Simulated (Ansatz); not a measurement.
Theory: Ansatz, DFT PBE, scalar-relativistic, plane waves, PAW. All cells share a 420 eV cutoff and Γ-centred k meshes spaced about 0.3 Å⁻¹ or finer (0.25 for metals, 2π included). No spin polarisation.

All energies are static (0 K, no zero-point motion).

Compare these two cells of Nb2PdSe5, each relaxed at this level.

A.

```xyz
8
Lattice="-2.3333 2.3333 6.7184 2.3333 -2.3333 6.7184 2.3333 2.3333 -6.7184" Properties=species:S:1:pos:R:3 pbc="T T T"
Nb    0.0000    0.0000   10.1357
Nb    0.0000    0.0000    3.3010
Pd    0.0000    0.0000    0.0000
Se    0.0000    0.0000    6.7184
Se    0.0000    2.3333    4.8254
Se    2.3333    0.0000    4.8254
Se    2.3333    0.0000    1.8929
Se    0.0000    2.3333    1.8929
```

B.

```xyz
8
Lattice="6.8862 0.0000 0.0000 -3.4431 5.9636 0.0000 0.0000 0.0000 7.0620" Properties=species:S:1:pos:R:3 pbc="T T T"
Nb    0.0000    3.9758    5.3438
Nb    3.4431    1.9879    5.3438
Pd    0.0000    0.0000    5.5588
Se    0.0000    3.9758    3.0568
Se    3.4431    1.9879    3.0568
Se    2.3254    0.0000    6.3805
Se   -1.1627    2.0139    6.3805
Se    2.2804    3.9497    6.3805
```

Question: Which form is favoured at zero pressure, and by what margin per atom?

Answer: B is lower, by 62 meV/atom. A has space group I4/mmm (No. 139), 18.3 Å³/atom and no gap on its mesh; B has space group P31m (No. 157), 36.3 Å³/atom and a gap of 0.68 eV. Counting Se atoms around Nb and Pd (those within 1.25 times the shortest such distance or 1.15 times the sum of covalent radii; a plus sign parts nearer from farther groups), A has Nb 8, Pd 8+4 and B has Nb 1+3, Pd 3. In A, Nb has 8 Se at 2.73–2.79 Å, 1 Pd at 3.30 Å, 4 Nb at 3.30 Å and 1 Se at 3.42 Å; Pd is surrounded by 8 Se at 3.00 Å, 4 Se at 3.30 Å and 2 Nb at 3.30 Å; Se on a site of symmetry 4/mmm has 8 Se at 3.00 Å, 4 Pd at 3.30 Å and 2 Nb at 3.42 Å; 1 more site not described. In B, around Nb lie 1 Se at 2.29 Å and 3 Se at 2.51 Å; Pd has 3 Se at 2.47 Å; Se on a site of symmetry 3 is surrounded by 1 Nb at 2.29 Å; 1 more site not described. Both come from trial cells of a structure search, whose lowest cell (P1, 35.7 Å³/atom) lies 55 meV/atom below the lower of the two.

No dispersion correction is applied, so the spacing and binding between layers, chains or molecules are poorly described (P31m), and this can change margins and order among such cells. Kohn–Sham gaps at this level usually fall short of measured ones. Trial moments fell under 0.15 μB along the way in I4/mmm; another start might hold them. With atoms moved at random, B (by 55 meV/atom) fell into a lower structure. A had no clear such test and can be a saddle point. Some types were kept out of the candidates beforehand, so the set may lack a known form.

The open cell B wins although it takes up about twice the volume per atom of A, so close packing doesn't pay here. In A, palladium sits in a large cage with Se no closer than 3.00 Å, well beyond a normal Pd–Se bond, and the high count stands for many weak contacts. B has fewer but much shorter bonds, and its 2.29 Å Nb–Se contact suggests a terminal bond with multiple character, from Se p donation into empty Nb d orbitals. Counting every Se as selenide, the gap fits a formal d⁰ Nb(V) and d¹⁰ Pd(0) description, though covalency blurs such charges.

That picture departs from the known compound, a metal built of chains with square-planar Pd and higher-coordinate Nb. The likely cause is the choice of structures compared, so the gap of B shouldn't be read as a property of the real material. The smaller volume of A means that compression should favour it over B, but no transition pressure follows from these data.
